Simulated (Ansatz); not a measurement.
# Zone-centre optical modes of zinc-blende BAs from −7.60 to +19.18 GPa: pressure shifts in LDA linear response

Boron arsenide is of interest for spreading heat in electronic devices, and the position of its Raman line can serve as a gauge of stress in the crystal. That use needs the shift per GPa, and it needs to be known how far one constant coefficient can be trusted. We calculated the zone-centre optical modes of the zinc-blende crystal at ten hydrostatic pressures, with LDA and linear response. Shifts are counted from the row at +0.01 GPa, which is the relaxed cell; negative pressure means tension. The T2 frequency is that of the transverse mode. The top LO mode also contains the macroscopic electric field that accompanies a longitudinal vibration. No measured frequencies are compared here.

## Systems and settings

One crystal, BAs (zinc-blende) (known phase). Its volume was then scaled in steps, which gives the pressures listed, with shape and atoms relaxed where symmetry leaves them free. The structures stem from measured cells of the Crystallography Open Database, directly or through a relaxation at another level; cell and atoms were relaxed at zero pressure at each row's own level, inside the symmetry of the start, with no thermal or zero-point expansion. Program: Ansatz 0.2.0, plane waves, LDA, the program's earlier default PAW potentials, scalar-relativistic without spin-orbit coupling, no spin polarisation. Wave-function cutoff 420 eV (the default for the potentials of each cell); on the k meshes (Γ-centred) the least product of divisions and cell-vector length runs from 38 to 41 Å. Occupations: fixed in the linear-response runs and at zero pressure; Gaussian smearing of 0.02 eV in the single-point runs at the scaled volumes. Harmonic modes at natural masses come from linear response (density functional perturbation theory), with the acoustic sum rule imposed. Born charges and ε∞ come from the response to a homogeneous electric field, checked for convergence in its k mesh; the charge sum rule is imposed.

Notes on method and selection:

- Harmonic values at the static lattice; measured values carry thermal expansion and anharmonic shifts at their temperature.
- Modes are followed from row to row by the overlap of their patterns.
- Semilocal functionals put Kohn-Sham gaps below measured gaps and, as a rule, ε∞ above measured values.
- Negative pressure is tension; other phases that would form under pressure are ignored.
- dω/dP = γω₀/B₀, with γ the mode Grüneisen parameter and B₀ = −V dP/dV the bulk modulus.
- Runs that did not converge, have known faults, used another set of PAW files or may not be shown are not listed.

Columns:

- pressure (GPa): hydrostatic pressure of the static lattice, compression positive.
- ε static: static dielectric constant, ions relaxed.
- Kohn-Sham gap (eV): Kohn-Sham gap, lowest empty minus highest filled level on the k mesh.
- T2 (cm⁻¹): zone-centre mode T2, no LO-TO term.
- volume per atom (Å³): volume per atom of the relaxed cell.
- energy (meV/atom): static energy per atom above the relaxed cell.
- top LO mode (cm⁻¹): highest zone-centre mode with the macroscopic field.

Input lines of one member:

```
kpoints:
  mp_grid: { grid: [12, 12, 12] }
hamiltonian:
  xc: lda
  pseudopotentials: { kind: paw, azcp: { folder: soft_1 }, xc_functional: pbe }
scf:
  occupations: { method: fixed }
output:
  eigenvalues: true
phonons:
  method: dfpt
  dielectric: true
  rigid_motions: translations
  raman: true
```

Command (options for logging and memory left out): `ansatz run input.yaml --threads 4 --backend cpu`

## Computed values

| member | pressure (GPa) | ε∞ | ε static | Kohn-Sham gap (eV) | T2 (cm⁻¹) | volume per atom (Å³) | energy (meV/atom) | top LO mode (cm⁻¹) |
| --- | --- | --- | --- | --- | --- | --- | --- | --- |
| −7.60 GPa | −7.60 | 9.905 | 9.96 | 1.16 | 659.6 | 14.04 | 19.78 | 661.5 |
| −5.32 GPa | −5.32 | 9.817 | 9.89 | 1.15 | 672.6 | 13.77 | 9.07 | 675.2 |
| −2.79 GPa | −2.79 | 9.735 | 9.83 | 1.13 | 686.0 | 13.51 | 2.34 | 689.4 |
| +0.01 GPa | 0.01 | 9.658 | 9.77 | 1.11 | 699.9 | 13.24 | 0.00 | 704.1 |
| +1.52 GPa | 1.52 | 9.621 | 9.75 | 1.10 | 707.1 | 13.11 | 0.62 | 711.8 |
| +3.11 GPa | 3.11 | 9.586 | 9.73 | 1.09 | 714.4 | 12.98 | 2.53 | 719.6 |
| +6.53 GPa | 6.53 | 9.519 | 9.69 | 1.07 | 729.4 | 12.71 | 10.45 | 735.7 |
| +10.32 GPa | 10.32 | 9.457 | 9.65 | 1.05 | 745.0 | 12.45 | 24.33 | 752.5 |
| +14.53 GPa | 14.53 | 9.399 | 9.62 | 1.03 | 761.2 | 12.18 | 44.81 | 770.1 |
| +19.18 GPa | 19.18 | 9.345 | 9.60 | 1.01 | 778.0 | 11.92 | 72.59 | 788.5 |

Least-squares fits to the whole series, with x = pressure (GPa); R² in the fitted variables, residuals in the unit of y:

| y | members | fit | R² | rms residual | leave-one-out rms | standard deviation of y |
| --- | --- | --- | --- | --- | --- | --- |
| T2 (cm⁻¹) | 10 | y = 697.9 + 4.401 x | 0.99 | 2.7 | 3.9 | 38 |
| volume per atom (Å³) | 10 | y = 13.30 − 0.07840 x | 0.99 | 0.078 | 0.11 | 0.69 |

## Interpretation

Both modes harden with pressure in every step of the table. Around zero pressure, between −2.79 and +1.52 GPa, T2 rises by (707.1 − 686.0) / (1.52 + 2.79) = 4.90 cm⁻¹ per GPa and the LO mode by (711.8 − 689.4) / (1.52 + 2.79) = 5.20 cm⁻¹ per GPa. The LO mode shifts more in every interval.

The line has no kink at the spacing of these rows, but it bends steadily. The T2 slope is (672.6 − 659.6) / (7.60 − 5.32) = 5.70 cm⁻¹ per GPa in the first interval and (778.0 − 761.2) / (19.18 − 14.53) = 3.61 in the last, and it falls at each step between. The fitted 4.401 is therefore an average over the range, about a tenth below the slope at zero pressure.

The hardening comes from shorter, stiffer B–As bonds, and the bend from the growing resistance of the crystal to compression. Plotted against inverse volume, the bend almost disappears: T2 ≈ 9267 / V, with T2 in cm⁻¹, V in Å³ per atom and the constant set by the +0.01 GPa row (699.9 × 13.24 = 9267). Over all ten rows this misses by 0.4 cm⁻¹ rms, against a standard deviation of 38 cm⁻¹. It corresponds to a Grüneisen parameter γ close to 1. With γ nearly constant, dω/dP = γω/B, taken at each pressure, must fall when the bulk modulus B grows faster than ω. From the volumes, B = −V ΔP/ΔV rises from roughly 120 GPa in the first interval to a little over 200 GPa in the last, while T2 rises by only 18%.

The extra shift of the LO mode is electrostatic. Its distance from T2 grows from 661.5 − 659.6 = 1.9 cm⁻¹ at −7.60 GPa to 704.1 − 699.9 = 4.2 at +0.01 GPa and 788.5 − 778.0 = 10.5 at +19.18 GPa. The difference of the squared frequencies scales as Z²/(ε∞V), where Z is the Born charge. Between the last two of these pressures 1/(ε∞V) grows by only 15%, whereas the difference of squares nearly triples. Most of the widening thus comes from Z, whose magnitude increases steadily under compression.

## Where the trend breaks

Largest departures from the fit to the whole series:

| member | T2 (cm⁻¹) | fit | computed − fit | in rms residuals |
| --- | --- | --- | --- | --- |
| −7.60 GPa | 659.6 | 664.5 | −4.9 | 1.8 |
| +19.18 GPa | 778.0 | 782.3 | −4.3 | 1.6 |
| +3.11 GPa | 714.4 | 711.6 | +2.8 | 1.0 |
| +6.53 GPa | 729.4 | 726.6 | +2.8 | 1.0 |

The two ends of the series lie farthest from the straight line for T2: −7.60 GPa is 4.9 cm⁻¹ below it and +19.18 GPa is 4.3 cm⁻¹ below. The rows at +3.11 and +6.53 GPa are each 2.8 cm⁻¹ above. Low ends and a high middle are what a straight line leaves when it is drawn through a curve that flattens with pressure, so these departures do not point to faulty runs or to a change in bonding.

The volume relation supports this reading. It gives 9267 / 14.04 = 660.0 cm⁻¹ at the tension end and 9267 / 11.92 = 777.4 cm⁻¹ at the compressed end, within 0.4 and 0.6 cm⁻¹ of the computed values. Part of what remains is rounding, since half a unit in the last digit of the volume is worth about 0.3 cm⁻¹.

## Problems

**The T2 line sits 10 cm⁻¹ above its zero-pressure position. What is the hydrostatic pressure?**
The target is 699.9 + 10 = 709.9 cm⁻¹, between the rows at +1.52 and +3.11 GPa. The local slope is (714.4 − 707.1) / (3.11 − 1.52) = 4.59 cm⁻¹ per GPa, so the pressure is 1.52 + (709.9 − 707.1) / 4.59 = 2.13 GPa. The straight-line fit would give (709.9 − 697.9) / 4.401 = 2.73 GPa, which is 0.6 GPa too high. For small shifts the neighbouring rows should be used instead of the fit.

**What T2 frequency belongs to a cell whose volume lies halfway between the rows at +6.53 and +10.32 GPa?**
The volume is (12.71 + 12.45) / 2 = 12.58 Å³ per atom. The volume relation gives 9267 / 12.58 = 736.6 cm⁻¹, with a typical miss of 0.4 cm⁻¹. This lies between the computed 729.4 cm⁻¹ at 12.71 Å³ and 745.0 cm⁻¹ at 12.45 Å³, as it should.

**Which listed pressure is the lowest that separates the LO and T2 modes by at least 7 cm⁻¹?**
At +6.53 GPa the separation is 735.7 − 729.4 = 6.3 cm⁻¹, which is too small. At +10.32 GPa it is 752.5 − 745.0 = 7.5 cm⁻¹, so +10.32 GPa is the member to take. Whether a spectrum resolves the pair also depends on the line widths, which a harmonic calculation does not give.

## Rules of thumb and their limits

Near zero pressure the computed shifts are 4.9 cm⁻¹ per GPa for T2 and 5.2 for the LO mode. Held constant from the relaxed cell, the T2 coefficient gives 699.9 + 4.90 × 6.52 = 731.8 cm⁻¹ at +6.53 GPa, which is 731.8 − 729.4 = 2.4 cm⁻¹ too high, and 699.9 + 4.90 × 19.17 = 793.8 cm⁻¹ at +19.18 GPa, which is 793.8 − 778.0 = 15.8 cm⁻¹ too high. Between −7.60 and +19.18 GPa the T2 frequency follows inverse volume much more closely than it follows a straight line in pressure.

LDA usually makes cells slightly too small and too stiff, which tends to raise the frequencies and lower the shift per GPa. Zero-point and thermal expansion, both left out, would lower the frequencies and slightly raise the shift. The printed input also combines LDA with PAW potentials labelled PBE, a mismatch whose effect on the frequencies is not shown in the table.

The coefficients apply to hydrostatic pressure on the zinc-blende phase. Stress in a film on a substrate is usually biaxial; it splits the T2 mode and needs other coefficients.

[Logs are printed without paths, hosts, clocks, repeated set-up lines and the standing remarks that a program may print on its own settings, such as how far it seeks lower states.]
